## The question

How much smaller does a crystal of Al₂Cu become under pressure, and how much enthalpy does it gain? For the volume at a small pressure one number is enough, the bulk modulus. At tens of GPa that number itself changes, because a compressed crystal is harder to compress further. Two round constants and two square roots take care of this.

Al2Cu (I4/mcm, 6-atom primitive cell, 14.91 Å³ an atom) under hydrostatic pressure at zero temperature, with its symmetry kept. Changes are relative to zero pressure; a is the length of a primitive cell vector. Ansatz 0.2.0, PBE, plane-wave PAW, scalar-relativistic, no spin polarisation, cutoff 420 eV; at zero pressure, k mesh 10×10×10 and Gaussian smearing of 0.1 eV.

| pressure (GPa) | volume change (%) | enthalpy change (eV/atom) | a change (%) |
| --- | --- | --- | --- |
| -1 | 1.00 | -0.093 | 0.33 |
| 0 | 0.00 | 0.000 | 0.00 |
| 1 | -0.97 | 0.093 | -0.32 |
| 4 | -3.65 | 0.365 | -1.24 |
| 12 | -9.20 | 1.061 | -3.16 |
| 25 | -15.67 | 2.117 | -5.51 |
| 50 | -23.84 | 3.976 | -8.66 |
| 90 | -31.94 | 6.647 | -12.04 |

The first GPa removes about 1 % of the volume. Between 50 and 90 GPa, each further GPa removes only about 0.2 % of the original volume. Part of this drop arises because less volume is left to compress, but most of it is stiffening, and an estimate for high pressure has to contain that.

## Why the crystal stiffens

The bulk modulus B is the pressure step divided by the relative loss of volume that it causes. At zero pressure two large tendencies cancel. The kinetic energy of the electrons pushes the crystal apart, and their attraction to the ions pulls it together.

On compression both grow, but the push grows faster. In the simplest picture of a metal, an electron gas around point-like ions, the push rises as V^(−5/3) and the pull as V^(−4/3). The net resistance therefore increases with every step. Near zero pressure this picture gives a gain in B of 3 GPa per GPa of pressure. Real ions are not points: their cores repel the valence electrons and, when close enough, each other. This helps to raise the gain, to roughly 4 to 5 in many metals. That is the theoretical argument; what the calculation itself shows is the stiffening.

## From stiffness to volume

Let B grow in a straight line with pressure P:

B = B₀ + 4P, with B₀ = 100 GPa.

B₀ is the stiffness computed near zero pressure, rounded. The 4 is a round value from the range above, not a fit to this table. A small pressure step dP changes the volume by dV/V = −dP/B. Adding up these steps from zero pressure gives Murnaghan's equation:

V/V₀ = 1 / (1 + P/25)^(1/4)

Here V₀ is the volume at zero pressure, and 25 GPa is a quarter of B₀. A fourth root is a square root taken twice.

**At 25 GPa.** The bracket is 1 + 1 = 2. Its square root is 1.41, and the square root of that is 1.19. The reciprocal is 0.84, so the volume shrinks by 16 %. The calculation gives 15.7 %.

**At 90 GPa.** The bracket is 1 + 3.6 = 4.6, and two square roots give 1.465. The reciprocal is 0.683, a loss of 32 %, as in the calculation. With a constant B of 100 GPa the loss would come out as 59 %, so most of the skill lies in the stiffening.

Lengths follow from the cube root of the volume, since the shape of the cell hardly changes. At 90 GPa the cube root of 0.683 is 0.88, a shortening of 12 %. This matches the column "a change", which refers to the length of a cell vector.

## From volume to enthalpy

Enthalpy needs no new physics, because its slope with pressure is the volume. The product of V₀ and the pressure is thus a first guess, but it counts the crystal at its full original size throughout. At 90 GPa this guess is 26 % above the computed enthalpy change.

Adding up the shrinking volume instead gives

ΔH = 3.1 eV/atom × [(1 + P/25) × V/V₀ − 1].

The prefactor is V₀B₀/3. With 14.91 Å³ an atom and about 160 GPa·Å³ to the eV, it is 14.91 × 100 / (3 × 160) ≈ 3.1 eV.

At 25 GPa the square bracket is 2 × 0.84 − 1 = 0.68, which gives 2.1 eV/atom. At 90 GPa it is 4.6 × 0.683 − 1 = 2.14, which gives 6.6 eV/atom. Both agree with the table to the two figures quoted. Most of this enthalpy is the product of pressure and remaining volume; at 90 GPa only about 0.95 eV/atom is energy stored in the crystal itself.

## How good the rule is

Over the whole table, from a slight tension of 1 GPa to 90 GPa, the rule misses the volume by at most 0.24 % of V₀. It misses the enthalpy by at most 0.007 eV/atom. Used backwards, to find the pressure from a known volume, it is within 2.5 % of the pressure set in each row other than zero. The output below lists the estimates row by row.

The good enthalpies are not a second, separate success. They follow from the volumes, and adding up smooths out small errors.

## Where it bends

The computed stiffness does not follow a straight line. Up to 25 GPa a fit gives a gain in B of about 4.2 per GPa; at higher pressure, judged from the wide steps between the last rows, it falls to roughly 3.7 and then 3.4. (The scatter of the gains printed for the rows up to 12 GPa is mostly noise, because the runs missed their set pressures by up to a few hundredths of a GPa.) The constant 4 happens to lie between these slopes, which is the main reason why the rule shrinks the crystal slightly too much at 25 GPa and slightly too little at 90 GPa.

A more careful fit does not cure this. When both constants are fitted only to the rows up to 25 GPa, they become 101 GPa and 4.2, and the volumes at 12 and 25 GPa improve clearly. At 90 GPa, however, this fit gives a loss of 31.1 % where the calculation has 31.9 %, a larger miss than that of the round numbers. Constants that describe weak compression best are thus not the best guide to strong compression.

Above 90 GPa the rule should err increasingly towards too little shrinkage if the slope keeps falling. The strongly compressed rows also carry a caution of their own. The calculation held the crystal to its symmetry and compared it with no other structure, so they describe compressed Al₂Cu in this form, whether or not it would survive there. The runs themselves raised no warning. There is, however, a general caution about cells far from the equilibrium volume, which comes from the data makers' tests on other systems. Near zero pressure it hardly matters, but at 50 and 90 GPa the frozen atomic cores of the PAW datasets may come too close for full accuracy, and this was not tested. Zero-point motion is left out in all rows. The small misses quoted above are also measured against this PBE calculation, not against experiment.

## Other metals, and a chip

The rule carries over by replacing 25 GPa with a quarter of the other metal's bulk modulus, as long as its stiffness also gains about 4 GPa per GPa. For the enthalpy, the prefactor V₀B₀/3 must be worked out anew as well. Pure aluminium is softer than Al₂Cu, so the same pressure shrinks it more. Pure copper is stiffer and shrinks less.

In microchips, Al₂Cu forms small particles in aluminium interconnects that contain copper. Stresses there are roughly tenths of a GPa. A uniform pressure of 0.3 GPa changes the volume by only 0.3 %, and for this, P divided by B₀ is all one needs.

Printed output of the fit:

```
bulk modulus between -1 and 1 GPa from the pressures really reached (GPa): 99.71
fit of log(v) on 6 rows (pressure_series <= 25): coefficient of log(1 + s*pressure_series) -0.2394 +/- 0.00031, s 0.0415; rms 0.000212, worst 4 0.000418, leave-one-out rms 0.000775
  rows outside the fit (model, value, miss): 50 -0.2689, -0.2723, 0.00343; 90 -0.3722, -0.3848, 0.0125
bulk modulus at zero pressure from the fit up to 25 GPa (GPa): 100.7
its gain per GPa from the same fit: 4.177
Volume rule:
  row  1+P/25  fourth root  rule volume change %  rule less computed (points)  constant stiffness %  fit up to 25 GPa %  pressure from volume GPa
   -1    0.96       0.9898                 1.026                      0.02578                 1.005                1.02                   -0.9755
    0       1            1                     0                            0                     0                   0                         0
    1    1.04         1.01               -0.9757                    -0.005726                -0.995             -0.9687                     0.994
    4    1.16        1.038                -3.643                     0.007495                -3.921               -3.61                     4.009
   12    1.48        1.103                -9.336                      -0.1361                -11.31              -9.221                     11.78
   25       2        1.189                -15.91                      -0.2404                -22.12              -15.67                     24.43
   50       3        1.316                -24.02                      -0.1764                -39.35              -23.58                     49.31
   90     4.6        1.465                -31.72                       0.2227                -59.34              -31.08                     91.51
Enthalpy and stiffness:
  row  rule length change %  rule enthalpy eV/atom  rule less computed eV/atom  excess of P V0 %  enthalpy less PV eV/atom  computed B since last row GPa  rule B since last row GPa  gain of B per GPa
   -1                0.3408               -0.09353                  -0.0005341           0.06548                 0.0009915                            n/a                        n/a                n/a
    0                     0                      0                           0                 0                         0                          100.5                      97.99                n/a
    1               -0.3263                 0.0926                  -0.0003968           0.06548                 0.0008418                          102.6                        102              2.093
    4                -1.229                 0.3653                   0.0002546             1.985                  0.006343                          109.3                      109.9              3.378
   12                -3.214                   1.06                  -0.0006447             5.253                   0.04701                          134.8                      131.4              4.636
   25                -5.613                  2.115                   -0.002058             9.897                     0.155                          175.9                      172.7              3.907
   50                -8.749                  3.969                   -0.006931             17.03                    0.4322                          245.3                      246.6              3.657
   90                -11.94                  6.641                   -0.005544                26                    0.9466                          355.7                      374.3              3.397
prefactor of the enthalpy rule (eV/atom): 3.102
largest miss of the volume rule (points of %): 0.2404
largest miss of the length rule (points of %): 0.1026
largest miss of the enthalpy rule (eV/atom): 0.006931
largest change of c/a implied by length and volume (rough, %): 0.2045
rule volume change at 0.3 GPa (%): -0.2978
```
